The row "MP2 valence" has its largest error, $-0.75$ eV, at Sc²⁺, the simplest ion of the set. Sc²⁺ holds one 3d electron outside an argon core, and the valence scheme correlates only the 3d shell. One active electron has no partner to correlate with, so the same runs return one ionisation energy for HF, MP2, CCSD(T) and full CI in this scheme, $0.756$ eV below the tabulated reference (the last digit reflects the rounding of that reference). No better treatment of the 3d shell can touch this error, which belongs to the frozen 3s3p shell and says nothing about second-order perturbation theory.

PySCF 2.14.0, one real unrestricted determinant at highest spin, aug-cc-pwCVTZ, non-relativistic, point nucleus. Errors are computed less reference ionisation energies of six ions in their ground configurations (references in eV: Sc²⁺ 24.76, Ti²⁺ 27.49, V²⁺ 29.31, Cr²⁺ 30.96, Mn²⁺ 33.67, Ni²⁺ 35.19). Valence correlates 3d, subvalence 3s3p3d, all-electron all shells.

| level | class | mean signed error (eV) | mean absolute error (eV) | largest error (eV) | case of the largest error | cases too high |
| --- | --- | --- | --- | --- | --- | --- |
| LDA | LDA | 0.98 | 0.98 | 1.35 | Ni2+ | 6 |
| PBE | GGA | 0.70 | 0.70 | 0.88 | Ni2+ | 6 |
| r2SCAN | meta-GGA | 0.49 | 0.49 | 0.62 | V2+ | 6 |
| PBE0 | global hybrid | 0.48 | 0.48 | 0.57 | Sc2+ | 6 |
| MP2 valence | wave function | -0.41 | 0.43 | -0.75 | Sc2+ | 1 |
| SCS-MP2 valence | wave function | -0.65 | 0.65 | -0.86 | Cr2+ | 1 |
| MP2 subvalence | wave function | 0.23 | 0.28 | 0.61 | Ni2+ | 4 |
| SCS-MP2 subvalence | wave function | -0.05 | 0.18 | 0.39 | Ni2+ | 1 |
| MP2 all-electron | wave function | 0.26 | 0.29 | 0.63 | Ni2+ | 5 |
| SCS-MP2 all-electron | wave function | -0.04 | 0.17 | 0.40 | Ni2+ | 1 |
| HF | Hartree-Fock | -1.15 | 1.15 | -2.31 | Ni2+ | 0 |

Every case is the removal of a 3d electron, $d^n \to d^{n-1}$, compared with measured ionisation energies (NIST). An error is computed less measured. The mean signed error (MSE) and mean absolute error (MAE) average over the six ions and describe these alone, and "cases too high" counts the positive errors. Valence, subvalence and all-electron mean that 3d only, 3s3p3d, or all shells are correlated. Since MAE and MSE are the sum and the difference of the same two parts, the positive errors add up to $6(\mathrm{MAE}+\mathrm{MSE})/2$. Two limits bracket the rows. Where MAE equals $|\mathrm{MSE}|$ the error is pure bias, as for HF (none too high) and the four functionals (all six too high). Where the MSE is small beside the MAE, errors cancel. For SCS-MP2 subvalence the positive sum is $3(0.18-0.05)=0.39$ eV, which is the single high case, Ni²⁺; the other five average $-0.14$ eV. The mean of $-0.05$ eV is Ni²⁺ offsetting the rest.

HF is the limit of no correlation. Correlation lowers each ion's energy, and lowers that of the ion with one more electron by more, so HF ionisation energies come out low. What HF misses is the net correlation energy of the pairs that the departing electron formed: with the eight 3s3p electrons, with 3d electrons of its own spin, and with 3d electrons of the other spin. MP2 separates the last two, because its correlation energy is a sum of a same-spin part and an opposite-spin part, and SCS-MP2 reweights them by $1/3$ and $6/5$. Let $m$ and $s$ be the gains in ionisation energy of MP2 and SCS-MP2 over HF, and SS and OS the two parts of the gain. Then $m=\mathrm{SS}+\mathrm{OS}$ and $s=\mathrm{SS}/3+\tfrac65\,\mathrm{OS}$, so that

$$\mathrm{OS}=\frac{s-m/3}{6/5-1/3},\qquad \mathrm{SS}=m-\mathrm{OS}.$$

The relations are linear and hold for single ions and for means alike. The printed analysis after this text lists the split, using the energies of Sc, Ti and V from the same runs.

The high-spin ions $d^1$ to $d^5$ have all their 3d electrons in one spin, so with 3s3p frozen their OS is zero and SCS-MP2 keeps a third of the MP2 gain: $0.136$ against $0.409$ eV for V²⁺. That ratio is built into the method and tests nothing, but it explains the second odd row. Valence MP2 is already too low in five cases, and SCS removes two thirds of the only correlation those ions are allowed, which moves the MSE from $-0.41$ to $-0.65$ eV. The scaling is meant to curb an overshoot of the same-spin term, and here it acts on a level that undershoots for another reason.

The opposite limit is Ni²⁺, the one case past half-filling. In $d^8\to d^7$ a minority-spin electron leaves, breaking five opposite-spin and two same-spin 3d pairs. Opposite-spin electrons are not kept apart by exchange, and HF does nothing else to separate them. The size follows from the means. In the valence scheme $m=-0.41+1.15=0.74$ eV and $s=-0.65+1.15=0.50$ eV, so the mean OS is $(0.50-0.247)/0.867=0.292$ eV. If the six ions are in their high-spin ground configurations, all of it belongs to Ni²⁺: $6\times0.292=1.75$ eV, with $\pm0.07$ eV from the rounding of the table, or $0.35$ eV per lost pair. Nothing was fitted to Ni²⁺ here. A second route takes Ni²⁺ as the one high case of both valence rows, reads its errors from the positive sums and subtracts the HF error of $-2.31$ eV; it gives an OS of $1.74$ to $1.80$ eV and an SS near $0.6$ eV. The two routes share table entries, so their agreement shows consistency, and both remain deductions from the statistics that rest on the assumed configurations. They account for the HF pattern: Ni²⁺ lies $1.39$ eV below the mean of the other five, $-0.92$ eV. The same counting predicts that a $d^6$ ion, which breaks five opposite-spin pairs and no same-spin pair, would share the large HF deficit and would be raised, not lowered, by SCS scaling in the valence scheme.

Counting works less well for same-spin pairs. One constant per lost pair, fitted to the valence gains of Ti²⁺ (one pair) and V²⁺ (two), comes out at $0.19$ eV, but the ratio of the two gains is $2.93$ where the model demands 2. For the nine pairs of Cr, Mn and Ni, outside the fit, the model gives $1.72$ eV against $2.14\pm0.08$ eV deduced from the table, 19 % low. Pair energies depend on which d orbitals are occupied, and the remaining pairs change when the shell contracts on ionisation, so a single constant gives only the scale. The HF error is not monotonic either: Ti²⁺ ($-0.715$ eV) is slightly better than Sc²⁺ although it loses one more pair. Its 3s3p gain is also the smallest of the three. Mixing of terms in the single determinant of Ti²⁺ is not the reason: it would raise the energy of Ti²⁺, lower the ionisation energy and make the HF error larger. The non-spherical shape of these determinants may play a part, but that is a guess.

Opening the 3s3p shell raises MP2 by $0.645$, $0.558$ and $0.688$ eV for Sc, Ti and V, and by $0.64$ eV in the mean. The 3d orbital has about the same radial extent as 3s and 3p, so these are neighbours in space and "core" only by orbital energy. For Sc²⁺ this one step takes the error from $-0.76$ to $-0.11$ eV, two thirds of it from opposite-spin pairs. Opening 1s2s2p as well adds only about $0.02$ to $0.03$ eV, in a basis not built to correlate those shells. The count of high cases rises from 4 to 5 because Ti²⁺ moves to $+0.004$ eV, within the rounding of its reference, and has no meaning.

With 3s3p open, the failure of MP2 proper appears. Its error climbs from $-0.11$ (Sc) through $-0.02$ (Ti) and $+0.13$ (V) to $+0.61$ eV (Ni), with Cr and Mn averaging $(3\times0.46-0.61)/2\approx+0.4$ eV. Second order adds pair energies as if each pair correlated alone, and the higher-order terms that damp them matter more as a compact shell fills; this is the standard argument, and no higher-order subvalence level is here to confirm it. A part of the climb is not MP2 at all but the missing relativity discussed below, which grows along the row. SCS flattens the drift among the high-spin ions ($-0.17$, $-0.13$, $-0.17$ eV for Sc, Ti, V) because the growing part is same-spin. It does little to the 3d gain of Ni²⁺, which is mostly opposite-spin: the enlarged opposite-spin part nearly makes up for the reduced same-spin part. On the deduction above, valence MP2 hits Ni²⁺ within about $0.06$ eV apparently because an overshoot in the 3d pairs, helped by the missing relativity discussed below, fills the gap left by the frozen shell.

The functionals fail with the other sign, by $0.98$ eV (LDA), $0.70$ eV (PBE) and just under $0.5$ eV for r2SCAN and PBE0, which tie within rounding and swap order between Sc and Ti or V. The table does not separate exchange from correlation, so it cannot prove a cause, but two known traits give this sign. Local exchange under-cancels the self-repulsion of a nodeless 1s electron; for an orbital with angular nodes such as 3d it no longer falls short, and gradient-corrected exchange over-cancels it and binds the electron too strongly. Local correlation, taken from the uniform gas, is too large in atoms and credits the departing electron with too much, and this rather than exchange is the likely source of the LDA error for Sc²⁺. Gradient corrections enlarge exchange and shrink correlation, which fits LDA and PBE differing by only $0.048$ eV for that ion. For PBE the numbers point to exchange: replacing a quarter of PBE exchange by exact exchange lowers Sc, Ti and V by $0.11$ to $0.17$ eV. Extended linearly, which ignores orbital relaxation, full replacement would remove $4\times0.137=0.55$ of the $0.70$ eV error of Sc²⁺. M06-2X, with about half exact exchange, errs by $+0.19$ eV there, less than that line suggests, so its different form matters too. Ni²⁺ stands out by $0.44$ eV over the other five in LDA and by half that in PBE, and is no longer the worst case for r2SCAN or PBE0.

Not all of a positive error belongs to the functional or to MP2. Scalar relativity is absent; it contracts s and p shells, screens 3d better and lowers these ionisation energies, by an amount not computed in these runs, of the order of a tenth of an eV at Sc and growing with nuclear charge to a few tenths at Ni. Spin-orbit coupling shifts a case by up to $0.08$ eV. Both are nearly common to all levels, so differences between rows, including the SS and OS splits, are largely safe, while the zero of the error scale is not. Correcting for relativity would shrink the positive errors and deepen the negative ones, favouring subvalence MP2 over SCS-MP2 for the high-spin ions; a larger basis should recover more correlation and push the wave-function values up again. With the means of those two levels at $+0.23$ and $-0.05$ eV, corrections of this size could reorder them. Whether SCS-MP2 with 3s3p correlated leads because its weights suit 3d ions, or because its deficit happens to offset the missing relativity, is the question the table leaves open.

Output of the analysis:

```
floors/eV: entries, references 0.005; sums over 6 cases 0.03; mean of other five 0.007
level | sum+ | sum- | mae-|mse| | worst-mse | mean of other five | worst-others
LDA: 5.88 -0.00 0.00 +0.37 +0.91 +0.44 (Ni2+)
PBE: 4.20 -0.00 0.00 +0.18 +0.66 +0.22 (Ni2+)
r2SCAN: 2.94 -0.00 0.00 +0.13 +0.46 +0.16 (V2+)
PBE0: 2.88 -0.00 0.00 +0.09 +0.46 +0.11 (Sc2+)
MP2 valence: 0.06 -2.52 0.02 -0.34 -0.34 -0.41 (Sc2+)
SCS-MP2 valence: 0.00 -3.90 0.00 -0.21 -0.61 -0.25 (Cr2+)
MP2 subvalence: 1.53 -0.15 0.05 +0.38 +0.15 +0.46 (Ni2+)
SCS-MP2 subvalence: 0.39 -0.69 0.13 +0.44 -0.14 +0.53 (Ni2+)
MP2 all-electron: 1.65 -0.09 0.03 +0.37 +0.19 +0.44 (Ni2+)
SCS-MP2 all-electron: 0.39 -0.63 0.13 +0.44 -0.13 +0.53 (Ni2+)
HF: 0.00 -6.90 0.00 -1.16 -0.92 -1.39 (Ni2+)
errors/eV Sc Ti V (+-0.005) | implied mean of Cr, Mn, Ni (+-0.015)
LDA: +0.749 +0.692 +0.915 | +1.17
PBE: +0.702 +0.608 +0.668 | +0.74
r2SCAN: +0.501 +0.588 +0.621 | +0.41
PBE0: +0.564 +0.494 +0.498 | +0.44
MP2 valence: -0.756 -0.575 -0.559 | -0.19
SCS-MP2 valence: -0.756 -0.668 -0.832 | -0.55
MP2 subvalence: -0.111 -0.017 +0.129 | +0.46
SCS-MP2 subvalence: -0.170 -0.131 -0.169 | +0.06
MP2 all-electron: -0.092 +0.004 +0.159 | +0.50
SCS-MP2 all-electron: -0.159 -0.118 -0.148 | +0.06
HF: -0.756 -0.715 -0.968 | -1.49
M06-2X errors Sc, V: +0.19 +0.09 eV
shifts/eV Sc Ti V | six-case mean (+-0.01)
LDA -> PBE: -0.048 -0.084 -0.248 | -0.28
PBE -> PBE0: -0.137 -0.114 -0.170 | -0.22
PBE0 -> r2SCAN: -0.064 +0.094 +0.123 | +0.01
MP2 valence -> MP2 subvalence: +0.645 +0.558 +0.688 | +0.64
SCS-MP2 valence -> SCS-MP2 subvalence: +0.586 +0.537 +0.663 | +0.60
MP2 subvalence -> MP2 all-electron: +0.019 +0.021 +0.031 | +0.03
gain over HF/eV: Sc Ti V | mean (floors SS 0.014, OS 0.012)
valence: SS +0.000 +0.140 +0.409 | 0.45; OS +0.000 -0.000 -0.000 | 0.29
subvalence: SS +0.217 +0.293 +0.597 | 0.64; OS +0.428 +0.405 +0.500 | 0.74
valence SCS gain Ti, V +0.047 +0.136; ratio to MP2 gain +0.333 +0.333 (built in: 1/3)
Ni valence OS, A (sum over cases, all Ni): 1.75 +-0.07 eV; per lost pair (5): 0.35
Ni, B (Ni the one high case): OS 1.74-1.80, SS 0.54-0.66 eV
SCS valence Mn+Ni error -0.78; Ni SS needed if Mn were the high case -1.7 eV
pair count: b = 0.191 eV/pair; residuals Sc Ti V +0.000 -0.052 +0.026; V/Ti gain 2.93 (model 2)
SS of Cr+Mn+Ni (9 pairs): table 2.14 +-0.08, model 1.72, misfit -19 %
```
